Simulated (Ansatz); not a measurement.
LuAg4: Ag vacancy

All numbers are calculated (PBEsol, no spin polarisation, no spin-orbit coupling; Ansatz, PAW set soft_2, 420 eV, k-mesh 4×4×4 shifted by half a step), not measured.

The relaxed host crystal (no gap at this level of theory):

```
CELL_PARAMETERS angstrom
-3.31069 3.31069 2.05706
3.31069 -3.31069 2.05706
3.31069 3.31069 -2.05706
ATOMIC_POSITIONS crystal
Lu 0.00000 0.00000 0.00000
Ag 0.59737 0.19595 0.79332
Ag 0.80405 0.59737 0.40142
Ag 0.40263 0.80405 0.20668
Ag 0.19595 0.40263 0.59858
```

Supercell of 20 atoms, rows of the matrix [[1,0,-1],[1,2,1],[0,-1,1]] times the cell vectors; Ag vacancy at (0.597, 0.196, 0.793) in fractions of the cell above. Atoms are relaxed at the host's cell, from a start shaken by 0.03 Å near the defect.

Distances from the empty Ag site (Å), by shell of the perfect crystal:

| shell | perfect crystal | relaxed, charge 0 |
| --- | --- | --- |
| 5 Ag | 2.90 | 2.90 (2.87 to 2.92) |
| 3 Lu | 2.95 (2.95 to 2.96) | 2.84 (2.79 to 2.87) |
| 4 Ag | 2.98 (2.97 to 2.99) | 3.01 (2.98 to 3.05) |

```json
{"charge": "0", "gap of the cell on the mesh (eV)": "0.00"}
```

Formation energy of the neutral defect: 1.30 eV, taking atoms from and to the elements' standard states (no corrections for gases), so it belongs to those chemical potentials alone.

Relaxed cell at charge 0:

```
LuAg4 V_Ag charge 0
1.0
    -6.6214    0.0000    4.1141
     6.6214    0.0000    4.1141
     0.0000    6.6214   -4.1141
Lu Ag
4 15
Direct
  0.7645 0.2561 0.5060
  0.4817 0.4996 0.9826
  0.2489 0.7402 0.5057
  0.0020 0.9965 0.9996
  0.9433 0.6435 0.1004
  0.7009 0.8981 0.5997
  0.4559 0.1559 0.1003
  0.3523 0.4482 0.3028
  0.1117 0.7018 0.8146
  0.8537 0.9498 0.3030
  0.5940 0.2028 0.7979
  0.0401 0.3507 0.9092
  0.7963 0.6017 0.3992
  0.5572 0.8673 0.9084
  0.3010 0.1031 0.4052
  0.8992 0.2976 0.1981
  0.6421 0.5492 0.6913
  0.3980 0.8034 0.2022
  0.1410 0.0480 0.6913
```

Caveats: small supercell, so energies and levels can be off by tenths of an eV; one random start near the defect, so other minima are possible.

The vacancy relaxes mainly through its Lu neighbours, which move inwards from 2.95 to 2.84 Å on average, while the nearest Ag shell keeps its mean distance and the next moves slightly outwards. Size mismatch is the probable reason: Lu is the larger atom and is tightly held in a close-packed, Ag-rich framework, so an empty neighbouring site gives it room to expand into. A purely ionic picture, with electropositive Lu losing a partly negative Ag neighbour, would favour the opposite displacement. This suggests that packing and metallic cohesion outweigh electrostatics, which the conduction electrons screen effectively.

The formation energy of 1.30 eV means that vacancies do not form spontaneously in contact with elemental Ag, and entropy would sustain only a dilute population at moderate temperatures. Since that contact is the Ag-rich limit, Ag-poorer conditions would lower the cost. Whether Ag deficiency is actually accommodated by vacancies or by Lu on Ag sites remains open without the corresponding antisite energy.
